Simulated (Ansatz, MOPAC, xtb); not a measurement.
# A ladder of methods for CH4BN (SMILES [BH3-][N+]#C)

CH4BN has 7 atoms, charge 0, and is taken as a singlet. As SMILES, `[BH3-][N+]#C`. Geometry: relaxed at GFN2-xTB.

```xyz
7

B    -0.6793    0.6193   -0.2714
N     0.3431   -0.3173    0.1379
C     1.1582   -1.0587    0.4634
H    -1.6002   -0.0414   -0.6383
H    -0.1968    1.2664   -1.1479
H    -0.9318    1.2670    0.6961
H     1.9068   -1.7352    0.7602
```

Each level gives the dipole moment (D). The values are calculated.

```tsv
level	kind	program	value (D)
MNDO	semi-empirical	MOPAC	6.32
PM7	semi-empirical	MOPAC	4.66
GFN0-xTB	semi-empirical	xtb	8.38
GFN1-xTB	semi-empirical	xtb	4.71
HF/STO-3G	Hartree–Fock	Ansatz	6.27
HF/3-21G	Hartree–Fock	Ansatz	6.73
HF/def2-SVP	Hartree–Fock	Ansatz	6.62
B3LYP/6-31G* (spherical functions)	global hybrid	Ansatz	5.40
B3LYP/6-31G* (Cartesian functions)	global hybrid	Ansatz	5.39
PBE0/def2-SVP	global hybrid	Ansatz	?
```

Q: Estimate what the levels marked ? give.

A: As computed at these levels: PBE0/def2-SVP: 5.36 D. The values span 4.66 to 8.38 D. Sets without polarisation functions give poor dipoles.

The large dipole is that of a dative adduct of HCN and borane. The nitrogen lone pair donates into the empty boron p orbital, leaving the BH3 end negative, and this charge transfer adds to the dipole HCN already has. In the same basis, going from Hartree–Fock to PBE0 lowers the value from 6.62 to 5.36 D, a larger change than any among the three Hartree–Fock basis sets. Hartree–Fock exaggerates the polarity of the C≡N bond. The hybrids soften it and probably also allow more back-donation from the B–H bonds into the C≡N π* orbitals, which opposes the dative dipole. The semi-empirical values fall on both sides of the hybrid ones, so they show no common bias.

The coordinates place boron and nitrogen markedly closer than is usual for a nitrile–borane adduct, probably because GFN2-xTB overbinds the dative bond. Agreement between the hybrids therefore supports a dipole for this structure, not necessarily for the true equilibrium geometry.
